Results and discussion

The table follows krypton from Kr8+ to the last electron. GHF is a single determinant of two-component spinors, GMP2 adds second-order correlation, and (3d3/2)4 means four electrons in 3d spinors with j = 3/2. The column "GHF spin-free less GHF screened-SO", called the shift below, is what changes when spin-orbit coupling is switched off. Nothing is fitted.

Ionisation energies of Kr ions as total-energy differences: PySCF 2.14.0, two-component X2C-1e, Gaussian nucleus, even-tempered basis up to f, scaled to each ion. GHF is one spinor determinant started in the listed jj occupation; GMP2 freezes the listed cores. Screened-SO uses the one-electron spin-orbit term with screened-nucleus factors; spin-free omits it.

```
species  electrons               configuration         final configuration  frozen electrons  GHF screened-SO (eV)  GMP2 screened-SO less GHF screened-SO (eV)  GHF spin-free less GHF screened-SO (eV)  GMP2 spin-free less GHF screened-SO (eV)  tabulated (eV)  kind of the tabulated value
   Kr8+         28                   [Ar] 3d10      [Ar] (3d3/2)4 (3d5/2)5                10                231.43                                        1.91                                      n/a                                       n/a             233               semi-empirical
   Kr9+         27      [Ar] (3d3/2)4 (3d5/2)5      [Ar] (3d3/2)4 (3d5/2)4                10                266.98                                        1.81                                      n/a                                       n/a             268                  theoretical
  Kr14+         22               [Ar] (3d3/2)4               [Ar] (3d3/2)3                10                491.60                                        0.53                                     0.39                                      0.91             492                  theoretical
  Kr15+         21               [Ar] (3d3/2)3               [Ar] (3d3/2)2                10                540.30                                        0.33                                     0.19                                      0.51             540                  theoretical
  Kr16+         20               [Ar] (3d3/2)2               [Ar] (3d3/2)1                10                590.81                                        0.14                                    -0.33                                     -0.19             591                  theoretical
  Kr17+         19               [Ar] (3d3/2)1                        [Ar]                10                639.91                                        0.11                                    -1.15                                     -1.06             640                  theoretical
  Kr18+         18                        [Ar]  [Ne] 3s2 (3p1/2)2 (3p3/2)3                 2                784.53                                        0.81                                     3.64                                      4.45         785.316               semi-empirical
  Kr19+         17  [Ne] 3s2 (3p1/2)2 (3p3/2)3  [Ne] 3s2 (3p1/2)2 (3p3/2)2                 2                831.44                                        0.90                                     2.36                                      3.26           831.6               semi-empirical
  Kr20+         16  [Ne] 3s2 (3p1/2)2 (3p3/2)2  [Ne] 3s2 (3p1/2)2 (3p3/2)1                 2                882.72                                        0.82                                    -2.49                                     -1.39           882.8               semi-empirical
  Kr22+         14           [Ne] 3s2 (3p1/2)2           [Ne] 3s2 (3p1/2)1                 2                994.68                                        1.67                                    -2.44                                     -1.79             999               semi-empirical
  Kr23+         13           [Ne] 3s2 (3p1/2)1                    [Ne] 3s2                 2               1050.26                                        0.42                                    -8.46                                     -8.04            1042               semi-empirical
  Kr24+         12                    [Ne] 3s2               [Ne] (3s1/2)1                 2               1150.04                                        2.88                                     0.01                                      2.88            1155               semi-empirical
  Kr25+         11               [Ne] (3s1/2)1                        [Ne]                 2               1204.62                                        0.65                                     0.01                                      0.66         1205.23               semi-empirical
  Kr26+         10                        [Ne]  [He] 2s2 (2p1/2)2 (2p3/2)3                 0               2926.28                                        1.45                                    18.26                                     19.72          2928.9               semi-empirical
  Kr27+          9  [He] 2s2 (2p1/2)2 (2p3/2)3  [He] 2s2 (2p1/2)2 (2p3/2)2                 0               3069.34                                        1.49                                    14.20                                     15.73            3072               semi-empirical
  Kr28+          8  [He] 2s2 (2p1/2)2 (2p3/2)2  [He] 2s2 (2p1/2)2 (2p3/2)1                 0               3228.06                                        0.13                                    -2.98                                     -1.38            3228               semi-empirical
  Kr29+          7  [He] 2s2 (2p1/2)2 (2p3/2)1           [He] 2s2 (2p1/2)2                 0               3383.59                                       -1.07                                    33.56                                     33.40            3380               semi-empirical
  Kr31+          5           [He] 2s2 (2p1/2)1                    [He] 2s2                 0               3758.22                                       -1.06                                   -42.75                                    -43.56            3752               semi-empirical
  Kr32+          4                    [He] 2s2               [He] (2s1/2)1                 0               3965.72                                        5.56                                     0.00                                      5.48            3971               semi-empirical
  Kr33+          3               [He] (2s1/2)1                         1s2                 0               4111.08                                        0.18                                     0.00                                      0.18         4109.08                  theoretical
  Kr34+          2                         1s2                    (1s1/2)1                 0              17314.31                                        1.37                                     0.00                                      1.37         17296.4                  theoretical
  Kr35+          1                    (1s1/2)1                bare nucleus                 0              17947.85                                         n/a                                     0.00                                       n/a         17936.2                  theoretical
```

1. Where does the energy jump, and why?

Each electron removed uncovers more nuclear charge, so the GHF energy rises from every row to the next, but the large jumps come when an inner shell is opened. For a screened Coulomb field the binding goes as Zeff²/n², with Zeff the charge felt and n the principal quantum number. From Kr25+ (3s) to Kr26+ (2p) the energy grows by a factor 2.43 against 2.25 from n² alone, and from Kr33+ to Kr34+ by 4.21 against 4. That the excess comes mostly from weaker screening of the inner shell is argued from this picture. Changes of l within one n give far smaller steps, which combine the ordinary rise per charge with the deeper core penetration of the lower l.

2. How much of the last value is relativity?

Kr35+ has one electron, so the Dirac level of a point nucleus applies without parameters (α the fine-structure constant, mc² the electron rest energy):

E = mc² [1 − √(1 − (Zα)²)], Zα = 36/137.036 = 0.262705
E = 510999 eV × (1 − 0.964876) = 17948 eV

The Bohr value is 17633 eV, so relativity adds 315 eV. GHF lies 0.33 eV below the Dirac value, nuclear size and basis error together. This agreement only checks consistency, since the X2C Hamiltonian is built to reproduce one-electron Dirac levels.

3. What decides the sign and size of the shift?

Spin-orbit coupling lowers the level with j = l − 1/2 and raises the one with j = l + 1/2. With coupling constant ζ the first-order energy is ζ⟨l·s⟩:

⟨l·s⟩ = l/2 for j = l + 1/2, −(l + 1)/2 for j = l − 1/2

A p3/2 electron taken from a full shell is raised by ζ/2 and leaves more easily, so the shift is +ζ/2; a lone p1/2 electron gives −ζ, and an s electron zero. The rows with one closed-shell end bear this out: +18.26 eV for Kr26+, −42.75 eV for Kr31+, at most 0.01 eV for s. The ratio of the two p cases is 2.3 in both shells, where equal ζ would give 2. A tighter orbital in the more highly charged ion would raise ζ in this sense, and spin-orbit terms beyond first order, which deepen a lone p1/2 level further, also push the ratio up; the table does not separate the two.

The splitting of a level is ζ(2l + 1)/2, so Kr31+ implies 1.5 × 42.75 = 64.1 eV for 2p. Relative to Dirac splittings of the bare nucleus, the implied values are 0.81 for 2p, 0.54 for 3p (Kr23+) and 0.25 for 3d (Kr17+): outer and non-penetrating electrons see less of the steep nuclear field. Part of this fall is put in by the screened-nucleus factors, which only imitate the two-electron spin-orbit term, so it is no independent finding.

4. When does correlation outweigh spin-orbit coupling?

In the p and d rows with one closed-shell end and a spin-free value, the shift exceeds the GMP2 correction in size by factors from 4.5 (Kr18+) to 40 (Kr31+). In the open-shell rows Kr14+ and Kr15+ the correction is the larger of the two. For s electrons only correlation remains, and it peaks where an ns² pair is broken, at 5.56 eV for Kr32+ and 2.88 eV for Kr24+. The established cause is near-degeneracy: in a highly charged ion ns and np lie close, and ns² mixes strongly with np². The same mixing explains the negative correction of Kr31+, whose 2p electron blocks part of it before ionisation while the final 2s² ion enjoys all of it. In Kr23+, the 3p analogue, the correction is positive (0.42 eV), so this mixing alone does not fix the sign.

5. Are the open shells LS or jj coupled?

Where electron repulsion exceeds ζ, the electrons first couple to total L and S, and the printed jj occupation is only the starting guess. Kr14+ to Kr16+ are not pure J levels. The Kr16+ determinant has ⟨L²⟩ = 11.64 and ⟨S²⟩ = 1.88, close to the 12 and 2 of a 3F term, so 3d is near the LS limit, and the small shifts of these rows belong to mixed states.

The 2p shell lies in between. Kr29+ starts with ⟨S²⟩ = 2.21, a quartet weight of (2.21 − 0.75)/3 = 0.49, between unity for 4S and 2/9 for pure jj. Shifts in the middle of a p shell therefore combine spin-orbit energy with a changed determinant and form no trend. There correlation and spin-orbit coupling also cease to add: the second-order correction differs with and without the coupling in Kr20+, Kr22+, Kr28+ and Kr29+, most in Kr28+. Kr31+, with a single p electron, shows a difference of 0.25 eV too, so the effect is not confined to the middle of the shell. One can argue the signs for the closed (p1/2)² determinant, which gains by mixing with (p3/2)²: as the initial ion (Kr22+) it raises the correction, as the final ion (Kr29+) it lowers it.

6. Where does the best level miss the NIST values?

The best level is GMP2 with screened spin-orbit coupling (GHF for Kr35+). Its largest misses in eV are in the 1s shell, where correlation is a very small part of the energy. Kr35+ lies 11.65 eV above the tabulated value with nothing to correlate, and the omitted QED terms, which weaken s binding, are the established main cause. Kr34+ at GMP2 is 19.28 eV too high; the Breit interaction is absent as well, and X2C-1e leaves the electron repulsion untransformed, two effects these numbers do not separate. Since Kr33+ is 2.18 eV too high, the close agreement of Kr32+ may be a cancellation against correlation that second order leaves out, which is a guess.

Kr23+ is unexplained: GMP2 exceeds the semi-empirical 1042 eV by 8.68 eV. Spin-free GHF lands within 0.2 eV of it, but dropping a real interaction validates nothing. The tabulated step from Kr22+ is only 43 eV, well below both the computed step and the tabulated rise per charge before it, so the reference may share the fault; that too is a guess. The next largest miss is Kr31+, 5.16 eV too high; correlation beyond second order, the missing Breit and QED terms and the imitated two-electron spin-orbit term may all contribute, which the table cannot separate.

7. Which digits can be trusted?

Relative to the tabulated values the best level agrees within 0.3 % in every row but Kr23+ (0.83 %). Of the 22 references 14 are whole eV, and all are semi-empirical or theoretical, so sub-eV agreement in those rows means little. Basis and frozen core change along the series, which limits comparison of small GMP2 corrections across shells. Differences of two levels within one row share a basis and carry more weight than the decimals of the totals.
